Dear colleague,

You ask which changes split the Eg Raman line of CaWO4 near 195 cm⁻¹ (approximate), and by how much. Herring's criterion (1937) decides whether; a 2×2 model gives the size.

For a small irrep at q with character χ, sum χ(g²) over one space-group operation g per rotation part taking q to −q modulo a reciprocal lattice vector. With time reversal intact and h the order of the point group of q, Σ = +h means no extra degeneracy, −h doubling of the same irrep, 0 pairing of two inequivalent irreps. A translation t contributes exp(−iq·t).

In I4₁/a take S: (−y+¾, x+¼, z+¼), inversion J at the origin, and representatives Sⁿ, JSⁿ, n = 0–3. With the pure twofold rotation C: (−x, −y+½, z), S² is C plus (½,½,½) and S⁴ = (0,0,1). Up to in-plane lattice translations, (JS)² and (JS³)² are C, while J² and (JS²)² are E.

At Γ (C4h, h = 8) each E irrep has χ(S) = ±i and χ(C) = −1. Four squares give +1, four give −1, so Σ = 0. In the basis (x, y) of the pair, transforming like (xz, yz), C4h allows a dynamical matrix a + bσy (σ: Pauli matrices); time reversal makes it real, so b = 0. A change splits the line only by admitting σy, σz or σx.

1. q along c. Nothing new is admitted. Here h = 4, the JSⁿ reverse q, and Σ = 1 − 1 + 1 − 1 = 0: no splitting.

2. q = (0,0,2π/c), the zone boundary. Centring now gives −1, so S and J anticommute and both irreps are two-dimensional. Σ = 4·2 − 2χ(C) + 2χ(C) = 8 = +h. The doublet survives through the space group alone, and the A and B branches join in pairs.

3. q along a. J and C reverse q, Σ = 2 = +h, so the pair splits. σz and σx change sign under S, like qx² − qy², hence a q² law. Backscattering at 532 nm with n ≈ 1.9 gives q = 4πn/λ = 0.0045 Å⁻¹, against π/a = 0.60 Å⁻¹ (a ≈ 5.24 Å). An assumed q² law reaching 20 cm⁻¹ at π/a gives 1.1×10⁻³ cm⁻¹.

4. Strain εxx = −εyy = ε. The group falls to C2h, every square is a translation, Σ = 4 = +h, and Eg becomes 2Bg, split linearly:
D = ω0²[1 − 2ε(γ1σz + γ2σx)], ω± = ω0√(1 ± 2γε), γ = √(γ1² + γ2²).
The splitting is 2γεω0, with no first-order shift of the centre. I assume γ1 = 1 and γ2 = 0.5, chosen at the size typical of mode Grüneisen parameters, so γ = 1.12. For ε = 10⁻³ the model gives 0.44 cm⁻¹. The lower component lies at ½ arctan(γ2/γ1) = 13° from x; reversing ε swaps the components.

5. Field B along c. C4h survives, since B is axial, but time reversal fails and σy enters. Model the mode as Ca²⁺ circling alone. For angular momentum along B the Lorentz force points outward: ω² + ωcω − ω0² = 0 with ωc = 2eB/M. This component drops by ωc/2 and its partner rises, the splitting being ωc. At 10 T with M = 40.08 u, ωc = 4.8×10⁷ s⁻¹, or 2.6×10⁻⁴ cm⁻¹. Ca and W sit on −4 sites, whose rotoinversion acts in the plane as minus a 90° rotation on polar vectors and as that rotation on axial ones. Within one component the translations of Ca, W and rigid WO4 therefore share one sense, and the axis of the WO4 libration circles in the other. Oxygen, being negative, subtracts from the Ca term in rigid translation and adds to it in libration. Its net sign depends on the mode eigenvector, which the model lacks, so this model number fixes only the order of magnitude, and calcium dominance is sufficient for the sign but not necessary.

The σ matrices anticommute, so field and strain splittings add in quadrature. In the model a residual ε of 6×10⁻⁷ equals 10 T, and case 3 already exceeds the field term. Backscattering along c would remove case 3, but the Eg tensor has only xz and yz components and is dark there.